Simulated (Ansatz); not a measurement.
SrVO3: pressure and energy above given cell against volume ratio

Plane-wave density functional theory, PAW datasets, Gaussian smearing 0.05 eV: equation of state, the given cell scaled in volume with shape and atoms relaxed at each volume. The results are calculated, by Ansatz 0.2.0.

The cell before it is scaled or strained (space group Pm-3m, No. 221):
```
SrVO3
1.0
      3.8404     0.0000     0.0000
      0.0000     3.8404     0.0000
      0.0000     0.0000     3.8404
Sr V O
1 1 3
Direct
  0.50000 0.50000 0.50000
  0.00000 0.00000 0.00000
  0.50000 0.00000 0.00000
  0.00000 0.50000 0.00000
  0.00000 0.00000 0.50000
```

Settings of every row: paw set soft_2; functional r2SCAN; spin treatment collinear; moment partition spheres; spin axis none; wave cutoff 500 eV; k mesh 8x8x8; symmetry use detected.

Atom hubbard u: 0 on all atoms.

Limits: not tested for a lower state; with one magnetic atom in the cell only parallel moments are possible; atoms stay on their symmetric sites, though polar or tilted forms of a perovskite may lie lower.

| row | volume ratio | V (Å³/atom) | pressure (GPa) | energy above given cell (meV per atom) | largest site moment (μB) |
| --- | --- | --- | --- | --- | --- |
| 1 | 0.96 | 10.875 | 8.781 | 12 | 0.79 |
| 2 | 0.98 | 11.101 | ? | ? | ? |
| 3 | 1 | 11.328 | 0 | 0 | 0.82 |
| 4 | 1.02 | 11.555 | -3.741 | 2.69 | 0.832 |
| 5 | 1.04 | 11.781 | -7.095 | 10.4 | 0.844 |
| 6 | 1.07 | 12.121 | -11.488 | 30.23 | 0.862 |

Question: what pressure and energy above given cell should row 2 give?

Worked fit of pressure. Take u = (V_r/V)^(2/3) − 1 with V_r = 11.555 Å³ an atom, which is twice the finite (Eulerian) strain; such expansions in the strain, on which the Birch-Murnaghan equation of state is built, carry the rest volume and the bulk modulus. The shown rows have u = 0.04126, 0.01332, 0, -0.01283, -0.03138. Least squares give pressure = −3.7457 + 271.253 × u + 783.21 × u² GPa; a straight line predicts inner rows, each left out in turn, worse (root mean square 0.5 against 0.0079 GPa). The rows lie off it by 0.001, -0.006, 0.005, 0.002, -0.002 (root mean square 0.0037 GPa). The pressure vanishes at u = 0.0133, or V = 11.33 Å³ an atom, and there the bulk modulus with shape and atoms relaxed is B = −V dP/dV = (2/3)(1 + u) dP/du = 197 GPa. The withheld row has u = 0.02708, so the fit gives −3.7457 + 271.253 × (0.02708) + 783.21 × (0.02708)² = 4.174 GPa.

The calculation gave 4.17 GPa. The fit lies 0.004 GPa (0.02 % of the column's range) above it; its largest miss of a shown row is 0.006 GPa.

Worked fit of energy above given cell. Take u = (V_r/V)^(2/3) − 1 with V_r = 11.555 Å³ an atom, which is twice the finite (Eulerian) strain; such expansions in the strain, on which the Birch-Murnaghan equation of state is built, carry the rest volume and the bulk modulus. The shown rows have u = 0.04126, 0.01332, 0, -0.01283, -0.03138. Least squares give energy above given cell = 2.693 − 401.54 × u + 15191.7 × u² meV per atom; a straight line predicts inner rows, each left out in turn, worse (root mean square 9.7 against 0.061 meV per atom). The rows lie off it by 0.01, -0.04, 0.00, 0.05, -0.02 (root mean square 0.03 meV per atom). Its lowest point lies at u = 0.0132, or V = 11.33 Å³ an atom, and the curvature there gives the bulk modulus with shape and atoms relaxed, B = (4/9)(1 + u)² E″(u)/V = 196 GPa. The withheld row has u = 0.02708, so the fit gives 2.693 − 401.54 × (0.02708) + 15191.7 × (0.02708)² = 2.96 meV per atom.

The calculation gave 2.89 meV per atom. The fit lies 0.07 meV per atom (2.4 % of the value, 0.23 % of the column's range) above it; its largest miss of a shown row is 0.05 meV per atom.

The other values of row 2: largest site moment 0.808 μB.
